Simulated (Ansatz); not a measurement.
## A series in volume scale on Pt

Results calculated with Ansatz 0.2.0, not measured. Free energy against uniform scaling of the volume at fixed shape and fractions; periodic cell, basis, potentials, k mesh and filling as listed.

The cell before it is scaled or strained (space group Im-3m, No. 229):
```
cell vectors (Å)
  -1.5842     1.5842     1.5842
   1.5842    -1.5842     1.5842
   1.5842     1.5842    -1.5842
atoms (fractions of the cell vectors)
Pt  0.00000  0.00000  0.00000
```

Settings of every row: functional r2SCAN; dispersion none; potentials PAW; wave cutoff 600 eV; density cutoff 2400 eV; k mesh 13x13x13; k shift 0x0x0; occupations fermi dirac; smearing width 0.1 eV; spin none.

Limits: coarse k mesh, up to 40 meV an atom off; no spin-orbit coupling, which can matter with elements this heavy; the cell comes from a prototype or a list of computed structures and needn't be the stable phase.

| row | volume scale | V (Å³/atom) | pressure (GPa) | energy above lowest point (meV/atom) |
| --- | --- | --- | --- | --- |
| 1 | 0.9 | 14.313 | ? | ? |
| 2 | 0.925 | 14.711 | 15.3 | 35.4 |
| 3 | 0.95 | 15.108 | 6.91 | 8.1 |
| 4 | 0.975 | 15.506 | -0.2 | 0 |
| 5 | 1 | 15.903 | -6.23 | 8.2 |
| 6 | 1.025 | 16.301 | -11.35 | 30.2 |
| 7 | 1.05 | 16.699 | -15.69 | 63.9 |
| 8 | 1.075 | 17.096 | -19.34 | 107.5 |
| 9 | 1.1 | 17.494 | -22.4 | 159.4 |

Question: what pressure and energy above lowest point should row 1 give?

Worked fit of pressure. Take u = (V_r/V)^(2/3) − 1 with V_r = 16.102 Å³ an atom, which is twice the finite (Eulerian) strain; such expansions in the strain, on which the Birch-Murnaghan equation of state is built, carry the rest volume and the bulk modulus. The shown rows have u = 0.06208, 0.04339, 0.02546, 0.00832, -0.00816, -0.02398, -0.03915, -0.05378. Least squares give pressure = −8.901 + 310.49 × u + 1184.2 × u² + 1489 × u³ GPa; a parabola predicts inner rows, each left out in turn, worse (root mean square 0.073 against 0.012 GPa). The rows lie off it by 0.01, -0.01, 0.00, 0.00, 0.01, 0.00, -0.01, 0.01. The pressure vanishes at u = 0.0260, or V = 15.49 Å³ an atom, and there the bulk modulus at fixed shape and fractions is B = −V dP/dV = (2/3)(1 + u) dP/du = 257 GPa. The withheld row has u = 0.08168, so the fit gives −8.901 + 310.49 × (0.08168) + 1184.2 × (0.08168)² + 1489 × (0.08168)³ = 25.17 GPa.

The calculation gave 25.2 GPa. The fit lies 0.03 GPa (0.063 % of the column's range) below it; its largest miss of a shown row is 0.01 GPa. This row lies beyond the range of the fit.

Worked fit of energy above lowest point. Take u = (V_r/V)^(2/3) − 1 with V_r = 16.102 Å³ an atom, which is twice the finite (Eulerian) strain; such expansions in the strain, on which the Birch-Murnaghan equation of state is built, carry the rest volume and the bulk modulus. The shown rows have u = 0.06208, 0.04339, 0.02546, 0.00832, -0.00816, -0.02398, -0.03915, -0.05378. Least squares give energy above lowest point = 17.6 − 1341.8 × u + 25081 × u² + 18561 × u³ meV/atom; a parabola predicts inner rows, each left out in turn, worse (root mean square 0.89 against 0.041 meV/atom). All shown rows lie on it to the printed digit. Its lowest point lies at u = 0.0260, or V = 15.49 Å³ an atom, and the curvature there gives the bulk modulus at fixed shape and fractions, B = (4/9)(1 + u)² E″(u)/V = 257 GPa. The withheld row has u = 0.08168, so the fit gives 17.6 − 1341.8 × (0.08168) + 25081 × (0.08168)² + 18561 × (0.08168)³ = 85.4 meV/atom.

The calculation gave 85.3 meV/atom. The fit lies 0.1 meV/atom (0.063 % of the column's range) above it, one unit of the last digit. This row lies beyond the range of the fit.
